\section*{Appendix: Spin contamination by spin-dependent Jastrow factors}

\subsection*{Premises and conventions}

The system has $N=N_\uparrow+N_\downarrow$ electrons and a nonrelativistic, spin-free Hamiltonian $H$, so that $H$, $\hat S^2$ and $\hat S_z$ commute. The full wavefunction $\Phi(\mathbf r_1\sigma_1,\dots,\mathbf r_N\sigma_N)$ is antisymmetric under the simultaneous exchange of positions and spins and is an eigenfunction of $\hat S_z$ with eigenvalue $\hbar M$, $M=(N_\uparrow-N_\downarrow)/2$. The labels are chosen so that $M\ge 0$. The spin-assigned function $\Psi(R)$, $R=(\mathbf r_1,\dots,\mathbf r_N)$, is the component of $\Phi$ at the assignment $\sigma^0$ in which electrons $1,\dots,N_\uparrow$ are up and the rest are down. It is antisymmetric within each spin group. $P_{ij}R$ is $R$ with $\mathbf r_i$ and $\mathbf r_j$ interchanged, and $(P_{ij}\Psi)(R)=\Psi(P_{ij}R)$; $P^\sigma_{ij}$ interchanges the spin arguments only. SI units are used, with the Bohr radius $a_0=4\pi\epsilon_0\hbar^2/(m_e e^2)$; $\hat S^2$ has the unit $\mathrm{J^2\,s^2}$ and is quoted as a multiple of $\hbar^2$.

Each of the $\binom{N}{N_\uparrow}$ spin assignments with the given $M$ is a permutation of $\sigma^0$, and antisymmetry fixes its component of $\Phi$ as $\pm\Psi$ with permuted positions. Conversely, any $\Psi$ antisymmetric within each group defines a $\Phi$ in this way. Relabelling the integration variables gives
\begin{equation}
\langle\Phi|\Phi'\rangle=\binom{N}{N_\uparrow}\int\Psi^*(R)\,\Psi'(R)\,dR ,
\label{eq:inner}
\end{equation}
so an operator that preserves antisymmetry and $M$ can be evaluated on the $\sigma^0$ component alone.

\subsection*{The operator $\hat S^2$ on spin-assigned functions}

For two spins $\tfrac12$, $\hat{\mathbf s}_i\cdot\hat{\mathbf s}_j$ equals $+\hbar^2/4$ on the triplet, where $P^\sigma_{ij}=+1$, and $-3\hbar^2/4$ on the singlet, where $P^\sigma_{ij}=-1$. Hence $\hat{\mathbf s}_i\cdot\hat{\mathbf s}_j=\hbar^2(2P^\sigma_{ij}-1)/4$, which is Dirac's exchange identity. Summing over $N$ diagonal terms and $N(N-1)/2$ pairs,
\begin{equation}
\frac{\hat S^2}{\hbar^2}=\frac{3N}{4}+2\sum_{i<j}\frac{2P^\sigma_{ij}-1}{4}=\frac{N(4-N)}{4}+\sum_{i<j}P^\sigma_{ij}.
\label{eq:dirac}
\end{equation}
Antisymmetry reads $P^\sigma_{ij}P_{ij}\Phi=-\Phi$, and $(P^\sigma_{ij})^2=1$ turns this into $P^\sigma_{ij}\Phi=-P_{ij}\Phi$. The spatial exchange leaves the spin arguments alone, so the $\sigma^0$ component of $\hat S^2\Phi/\hbar^2$ is $[N(4-N)/4-\sum_{i<j}P_{ij}]\Psi$. For a pair of equal spins $-P_{ij}\Psi=+\Psi$. Collecting these pairs with the constant,
\begin{equation}
\frac{N(4-N)}{4}+\frac{N_\uparrow(N_\uparrow-1)+N_\downarrow(N_\downarrow-1)}{2}=M^2+\frac N2=M(M+1)+N_\downarrow .
\label{eq:count}
\end{equation}
Thus $\hat S^2/\hbar^2$ is represented on spin-assigned functions by
\begin{equation}
\Omega=M(M+1)+N_\downarrow-\sum_{i\in\uparrow}\sum_{j\in\downarrow}P_{ij},
\label{eq:omega}
\end{equation}
which is Hermitian because each $P_{ij}$ is. Equation~\eqref{eq:inner} gives $\langle\hat S^2\rangle/\hbar^2=\langle\Psi|\Omega|\Psi\rangle/\langle\Psi|\Psi\rangle$. Writing $\Psi^*(R)\Psi(P_{ij}R)=|\Psi(R)|^2\,\Psi(P_{ij}R)/\Psi(R)$, which holds off the nodal set, a set of zero measure, one obtains
\begin{equation}
\frac{\langle\hat S^2\rangle}{\hbar^2}=M(M+1)+N_\downarrow-\sum_{i\in\uparrow}\sum_{j\in\downarrow}\left\langle\frac{\Psi(P_{ij}R)}{\Psi(R)}\right\rangle_{|\Psi|^2},
\label{eq:main}
\end{equation}
with the mean taken over the density $|\Psi|^2/\langle\Psi|\Psi\rangle$ that variational Monte Carlo samples. All $N_\uparrow N_\downarrow$ means are equal, since a relabelling within the spin groups maps one pair onto another. The constant $M^2+N/2$ is even in $M$, so Eq.~\eqref{eq:main} holds for either sign; $M\ge0$ makes $M(M+1)$ the lowest value that $S(S+1)$ can take. Expanding $\Psi=\sum_S\Psi_S$ in eigenfunctions of $\Omega$ with weights $w_S=\|\Psi_S\|^2/\|\Psi\|^2$,
\begin{equation}
\langle\hat S^2\rangle/\hbar^2=\sum_{S=M}^{N/2}w_S\,S(S+1)\ge M(M+1).
\label{eq:weights}
\end{equation}

The local value $\Omega\Psi/\Psi$ has second moment $\langle\Psi|\Omega^2|\Psi\rangle/\langle\Psi|\Psi\rangle\le[\tfrac N2(\tfrac N2+1)]^2$. Its variance is therefore finite, and zero for a spin eigenfunction. Where $\Omega\Psi$ does not vanish on the nodal surface, the local value grows as $1/d$ with the distance $d$ from the node while $|\Psi|^2\propto d^2$; the fourth moment then diverges, and the sampled variance converges slowly.

\subsection*{A symmetric Jastrow factor preserves the spin}

Let $D$ be the determinantal part, with $\Omega D=S(S+1)D$. A restricted product $D=D_\uparrow D_\downarrow$ whose down-spin orbitals lie in the span of the up-spin orbitals has $S=M$. To see this, fix a down electron $j$ and expand $D_\downarrow$ in $\mathbf r_j$, so that each term contains $D_\uparrow(\mathbf r_1,\dots,\mathbf r_{N_\uparrow})\,\phi(\mathbf r_j)$ with $\phi$ in that span. The combination $(1-\sum_{i\in\uparrow}P_{ij})D_\uparrow\phi$ is the Laplace expansion of a determinant of order $N_\uparrow+1$ with linearly dependent columns and vanishes. Hence $\sum_iP_{ij}D=D$ for each $j$, the double sum gives $N_\downarrow D$, and $\Omega D=M(M+1)D$.

If $J_s(P_{ij}R)=J_s(R)$ for all pairs, then $P_{ij}(e^{J_s}D)=e^{J_s}P_{ij}D$, and
\begin{equation}
\Omega\,e^{J_s}D=e^{J_s}\,\Omega D=S(S+1)\,e^{J_s}D .
\label{eq:sym}
\end{equation}
This covers one-, two- and three-body terms alike, provided that none of them refers to the spin labels.

\subsection*{Why the pair terms are made to differ}

Near the coalescence of two electrons the relative motion has reduced mass $m_e/2$ and the singular terms of $H$ are $-(\hbar^2/m_e)\nabla_r^2+e^2/(4\pi\epsilon_0r)$. For a leading behaviour $r^lY_{lm}(1+c_lr)$, one has $\nabla^2(r^lY_{lm})=0$ and $\nabla^2(r^{l+1}Y_{lm})=2(l+1)r^{l-1}Y_{lm}$. Cancellation of the $r^{l-1}$ terms requires
\begin{equation}
c_l=\frac{1}{2(l+1)a_0}.
\label{eq:cusp}
\end{equation}
An antiparallel pair generally has $l=0$ and a parallel pair $l=1$, so the cusp conditions ask for $u'_{\uparrow\downarrow}(0)=1/(2a_0)$ and $u'_{\uparrow\uparrow}(0)=u'_{\downarrow\downarrow}(0)=1/(4a_0)$. One pair function cannot meet both. With $u_{\uparrow\uparrow}=u_{\downarrow\downarrow}$, the two-body Jastrow exponent splits as
\begin{equation}
J=J_s+\Delta,\qquad J_s=\sum_{k<l}u_{\uparrow\downarrow}(r_{kl}),\qquad \Delta=\sum_{\text{parallel }k<l}v(r_{kl}),\qquad v=u_{\uparrow\uparrow}-u_{\uparrow\downarrow},
\label{eq:split}
\end{equation}
with $v'(0)=-1/(4a_0)$. Spin-independent terms of any order are added to $J_s$.

\subsection*{Contamination is of second order in the difference}

Put $\Psi_0=e^{J_s}D$, $\lambda=S(S+1)$ and $\Psi=e^\Delta\Psi_0=\Psi_0+\Psi'$ with $\Psi'=(e^\Delta-1)\Psi_0$. By Eq.~\eqref{eq:sym}, $\Omega-\lambda$ annihilates $\Psi_0$, and by hermiticity it does so to the left as well. The terms of zeroth and first degree in $\Psi'$ drop out, leaving the exact relation
\begin{equation}
\delta\equiv\frac{\langle\hat S^2\rangle}{\hbar^2}-S(S+1)=\frac{\langle\Psi'|(\Omega-\lambda)|\Psi'\rangle}{\langle\Psi|\Psi\rangle}.
\label{eq:exact}
\end{equation}
Since $\Psi'=\Delta\Psi_0+O(\Delta^2)$, $\delta$ starts at second order. To make the leading term explicit, note that $\Delta(\Omega-\lambda)\Psi_0=0$, so that only the commutators of the exchanges with $\Delta$ survive:
\begin{equation}
[(\Omega-\lambda)\Delta\Psi_0](R)=\sum_{ij}\,[\Delta(R)-\Delta(P_{ij}R)]\,\Psi_0(P_{ij}R).
\end{equation}
Multiply by $\Delta(R)\Psi_0(R)$ and integrate, taking $\Psi_0$ real. The substitution $R\to P_{ij}R$ leaves $\Psi_0(R)\Psi_0(P_{ij}R)$ unchanged and turns $\Delta(R)[\Delta(R)-\Delta(P_{ij}R)]$ into $-\Delta(P_{ij}R)[\Delta(R)-\Delta(P_{ij}R)]$. The average of the two forms gives
\begin{equation}
\delta^{(2)}=\frac12\sum_{i\in\uparrow}\sum_{j\in\downarrow}\left\langle\frac{\Psi_0(P_{ij}R)}{\Psi_0(R)}\,[\Delta(R)-\Delta(P_{ij}R)]^2\right\rangle_{\Psi_0^2},
\label{eq:second}
\end{equation}
\begin{equation}
\Delta(R)-\Delta(P_{ij}R)=\sum_{k\in\uparrow,\,k\ne i}[v(r_{ik})-v(r_{jk})]+\sum_{l\in\downarrow,\,l\ne j}[v(r_{jl})-v(r_{il})].
\end{equation}
The integrand has no fixed sign, but for $S=M$ Eq.~\eqref{eq:weights} makes both $\delta$ and $\delta^{(2)}$ non-negative. For $S>M$ lower spins can be admixed and $\delta$ may have either sign. The contamination vanishes for constant $v$, for $N_\downarrow=0$, and for $N_\uparrow=N_\downarrow=1$. Equations~\eqref{eq:exact} and \eqref{eq:second} hold for any real $\Delta$ symmetric within each spin group, for example one-body terms that differ between the spins. The amplitude of the foreign components is of first order, but a spin-free operator has no matrix elements between different $S$, so these components enter its mean through their weights only; in particular $E=\sum_Sw_SE_S$ with $E_S=\langle\Psi_S|H|\Psi_S\rangle/\|\Psi_S\|^2$.

\subsection*{Four electrons in a closed-shell singlet}

For beryllium, electrons 1 and 2 are up, 3 and 4 are down, and $\Omega=2-P_{13}-P_{14}-P_{23}-P_{24}$. The function $\Psi=F(12|34)$ is antisymmetric within each pair and, for a closed-shell $D$ with $u_{\uparrow\uparrow}=u_{\downarrow\downarrow}$, symmetric under interchange of the two pairs. Define $F_a=F(12|34)$, $F_b=-F(13|24)$, $F_c=F(14|23)$. Then $P_{13}F_a=F(32|14)=-F_c$, $P_{24}F_a=F(14|32)=-F_c$, $P_{14}F_a=F(42|31)=-F_b$ and $P_{23}F_a=F(13|24)=-F_b$, so that
\begin{equation}
\Omega\Psi=2(F_a+F_b+F_c)=6\,\mathcal A\Psi .
\label{eq:six}
\end{equation}
The 24 permutations of four positions fall into three cosets of the eight that map $F_a$ to $\pm F_a$ with the sign of their parity, and the cosets give $F_a$, $F_b$, $F_c$. Hence $\mathcal A\Psi=(F_a+F_b+F_c)/3$ is the projection on totally antisymmetric spatial functions, and $\Omega$ has only the eigenvalues 0 and 6 on this class. The triplet is absent, the contaminant is pure quintet, $\delta=6w_2$, and the variance of the local value is $6\delta-\delta^2$.

A closed form follows when $J_s$ is set to zero. Let $\phi_1,\phi_2$ be the orthonormal real occupied orbitals and $g(12)=[\phi_1(1)\phi_2(2)-\phi_2(1)\phi_1(2)]/\sqrt2$. Then $\Psi=G(12)G(34)$ with $G\propto ge^{v}$ normalised, and $\langle P_{13}\rangle=\int G(12)G(32)G(34)G(14)=\tfrac14\operatorname{tr}\gamma^2$, where $\gamma(1,3)=2\int G(12)G(32)\,d^3r_2$ is the one-spin density matrix of trace 2. Therefore $\delta=\operatorname{tr}(\gamma-\gamma^2)$ exactly: the contamination measures the departure of $\gamma$ from idempotency.

At first order $\Psi'=f(12)g(34)+g(12)f(34)$ with $f=gv$. Let $\Pi$ project on the span of $\phi_1,\phi_2$, and let $f_\perp=(1-\Pi_1)(1-\Pi_2)f$. Every orbital product in $(f-f_\perp)(12)\,g(34)$ contains $\phi_1$ or $\phi_2$ twice and is annihilated by $\mathcal A$, so $f$ may be replaced by $f_\perp$ in Eq.~\eqref{eq:exact}. The two terms of $\Psi'_\perp=f_\perp g+gf_\perp$ are orthogonal, with total norm squared $2\|f_\perp\|^2$. An exchange such as $P_{13}$ produces $f_\perp(32)g(14)$, which is orthogonal to $f_\perp(12)g(34)$ in electron 1 and to $g(12)f_\perp(34)$ in electron 2; all exchange terms vanish likewise. Only the constant 2 in $\Omega$ remains:
\begin{equation}
\delta^{(2)}=4\|f_\perp\|^2=4\left[\langle g|v^2|g\rangle-2\|\Pi_1gv\|^2+\langle g|v|g\rangle^2\right].
\label{eq:four}
\end{equation}
The last form uses $(1-\Pi_1)(1-\Pi_2)=1-\Pi_1-\Pi_2+\Pi_1\Pi_2$, the antisymmetry of $f$, and the fact that $g$ is the only antisymmetric pair function in the occupied space. Only the part of $gv$ that excites both parallel electrons contaminates the singlet.

\subsection*{Numerical illustration: a model of singlet beryllium}

Take $u_{\uparrow\downarrow}=-e^{-\kappa r}/(2\kappa a_0)$ and $u_{\uparrow\uparrow}=-e^{-\kappa r}/(4\kappa a_0)$, which satisfy Eq.~\eqref{eq:cusp}, with the illustrative range $\kappa=1/a_0=1.89\times10^{10}\,\mathrm{m^{-1}}$. With $x=r/a_0$ this gives $v=w/4$, $w=e^{-x_{12}}$. The occupied space is spanned by $e^{-\zeta_1r}$ and $re^{-\zeta_2r}$. Slater's screening rules give $\zeta_1a_0=4-0.30=3.70$ and $\zeta_2a_0=(4-2\times0.85-0.35)/2=0.975$; these approximate exponents are rounded to $\zeta_1=4/a_0=7.56\times10^{10}\,\mathrm{m^{-1}}$ and $\zeta_2=1/a_0$. The model evaluates Eq.~\eqref{eq:four}, that is, second order in $v$ with $J_s=0$.

Write the basis functions as $\chi_i=q_i(x)/(x\sqrt{4\pi})$ with $q_1=xe^{-4x}$, $q_2=x^2e^{-x}$. The overlaps are $s_{11}=1/256$, $s_{22}=3/4$, $s_{12}=6/625$, and $\sigma=s_{11}s_{22}-s_{12}^2=2.8375275\times10^{-3}$. Up to sign, $g=[\chi_1(1)\chi_2(2)-\chi_2(1)\chi_1(2)]/\sqrt{2\sigma}$. Define $W_{ij}(x)=\int\chi_i\chi_j(\mathbf x')\,e^{-k|\mathbf x-\mathbf x'|}d^3x'$, with $k=1$ for $w$ and $k=2$ for $w^2$. The Fourier transform of $e^{-kx}$ is $8\pi k/(k^2+p^2)^2$, so $(k^2-\nabla^2)^2W_{ij}=8\pi k\chi_i\chi_j$, and $U_{ij}=xW_{ij}$ obeys
\begin{equation}
\left(k^2-\frac{d^2}{dx^2}\right)^2U_{ij}=\frac{2k\,q_iq_j}{x},\qquad U_{ij}(0)=U_{ij}''(0)=0,
\end{equation}
with decay at infinity; the conditions at the origin keep $W_{ij}$ and $\nabla^2W_{ij}$ finite. For $k=1$ the solutions are
\begin{align}
\tfrac12U_{11}&=\left(\tfrac{x}{3969}+\tfrac{32}{250047}\right)e^{-8x}+\left(\tfrac{8x}{3969}-\tfrac{32}{250047}\right)e^{-x},\nonumber\\
\tfrac12U_{12}&=\left(\tfrac{x^2}{576}+\tfrac{5x}{1728}+\tfrac{7}{4608}\right)e^{-5x}+\left(\tfrac{19x}{3456}-\tfrac{7}{4608}\right)e^{-x},\\
\tfrac{81}{2}U_{22}&=\left(9x^3+72x^2+252x+368\right)e^{-2x}+\left(120x-368\right)e^{-x}.\nonumber
\end{align}
With $(ij|kl)=\int_0^\infty W_{ij}q_kq_l\,dx$, squaring $g$ gives a mean of the kernel equal to $[(11|22)-(12|12)]/\sigma$. For $k=1$, $(11|22)=3.7946\times10^{-4}$ and $(12|12)=3.3155\times10^{-5}$; the same construction for $k=2$ gives $9.0900\times10^{-5}$ and $1.4520\times10^{-5}$. Hence
\begin{equation}
\langle w\rangle=0.12205,\qquad T_3=\langle w\rangle^2=0.014895,\qquad T_1=\langle w^2\rangle=0.026918 .
\end{equation}
Integrating $\sqrt{2\sigma}\,gw$ against $\chi_i(1)$ leaves a function of electron 2 with radial part $H_i=W_{i1}q_2-W_{i2}q_1$. An orthonormal basis of the occupied space is $\chi_1/\sqrt{s_{11}}$ and $(\chi_2-\chi_1s_{12}/s_{11})\sqrt{s_{11}/\sigma}$. Summing the two squared projections,
\begin{equation}
T_2=2\|\Pi_1gw\|^2=\frac{\int H_1^2\,dx}{s_{11}\sigma}+\frac{s_{11}}{\sigma^2}\int\left(H_2-\frac{s_{12}}{s_{11}}H_1\right)^2dx=0.025660+0.014896=0.040556 ,
\end{equation}
all integrands being polynomials times exponentials. Then $T_1-T_2+T_3=1.257\times10^{-3}$, and Eq.~\eqref{eq:four} with $v=w/4$ gives
\begin{equation}
\delta^{(2)}=\frac{T_1-T_2+T_3}{4}=3.14\times10^{-4},\qquad w_2=\frac{\delta^{(2)}}{6}=5.24\times10^{-5},
\end{equation}
or $\langle\hat S^2\rangle=3.5\times10^{-72}\,\mathrm{J^2\,s^2}$.

The size can be understood from the geometry. A parallel pair consists mostly of a core electron at $\mathbf r_1$ and a valence electron at $r_2\gg r_1$, where $v(r_{12})\approx v(r_2)-v'(r_2)\,\hat{\mathbf r}_2\cdot\mathbf r_1$. The first term excites the valence electron only. The second promotes both electrons to $p$ functions and has norm squared $\langle r_1^2\rangle\langle v'^2\rangle/3$ with $\langle r_1^2\rangle=3/\zeta_1^2$. With $\langle v'^2\rangle\approx T_1/(16a_0^2)$ this dipole estimate is $\delta\approx T_1/64=4.2\times10^{-4}$, of the order of the full second-order value. The contamination is thus governed by the slope of $v$ at core--valence distances, and the compact core keeps it small.

Three approximations limit the figures. The scaling $\delta\propto\zeta_1^{-2}$ suggests that the unrounded core exponent raises $\delta$ by a factor near $(4/3.70)^2=1.17$. The slope of $e^v$ is $v'e^v$, so third-order terms change $\delta$ by a relative amount of order $2(v-\langle v\rangle)$ at the separations that matter; with $0<v\le1/4$ and $\langle v\rangle=0.031$ this is estimated to stay below $0.44$. Restoring $J_s$ reweights numerator and denominator of Eq.~\eqref{eq:exact} by $e^{2J_s}$, in which each of the six pairs contributes a factor between $e^{-1}=0.37$ and 1; this can change $\delta$ by a factor of order unity. The model's result is therefore $\delta\approx3\times10^{-4}$, to be read as an order of magnitude. It characterises the trial function and depends on the assumed $\kappa$; the exact singlet state of the atom has $\delta=0$. For sampling by Eq.~\eqref{eq:main}, the standard deviation of the local value is $\sqrt{6\delta-\delta^2}=0.043$, so a statistical bar of one tenth of $\delta$ takes $(6\delta-\delta^2)/(0.1\,\delta)^2=1.9\times10^6$ independent configurations, provided that all four exchanges are summed in each configuration. Monte Carlo evaluations of spin contamination for optimised Li and Be trial functions were reported by Huang, Filippi and Umrigar (1998).

\subsection*{Range of validity}

Equations~\eqref{eq:omega} and \eqref{eq:main} are exact for any normalisable spin-assigned function, real or complex, with sharp $M$ and antisymmetry within each spin group; they do not apply to spinor trial functions without a sharp $\hat S_z$. Equations~\eqref{eq:sym} and \eqref{eq:exact} require that $D$ be a spin eigenfunction. For unrestricted orbitals $D$ is itself contaminated, and the Jastrow difference then changes $\langle\hat S^2\rangle$ at first order in general. Equation~\eqref{eq:second} further requires real $\Psi_0$ and a variation of $\Delta$ small compared with unity over the configurations connected by one exchange. The relation $\delta=6w_2$ needs four electrons with symmetry under interchange of the spin groups, and it survives a symmetric $J_s$ and a sum of closed-shell determinant products. The trace formula and Eq.~\eqref{eq:four} need in addition a single determinant product and $J_s=0$. In fixed-node diffusion Monte Carlo with local potentials the positive factor $e^J$ leaves the nodes, and with them the projected state, unchanged, so the contamination derived here is a property of the variational function.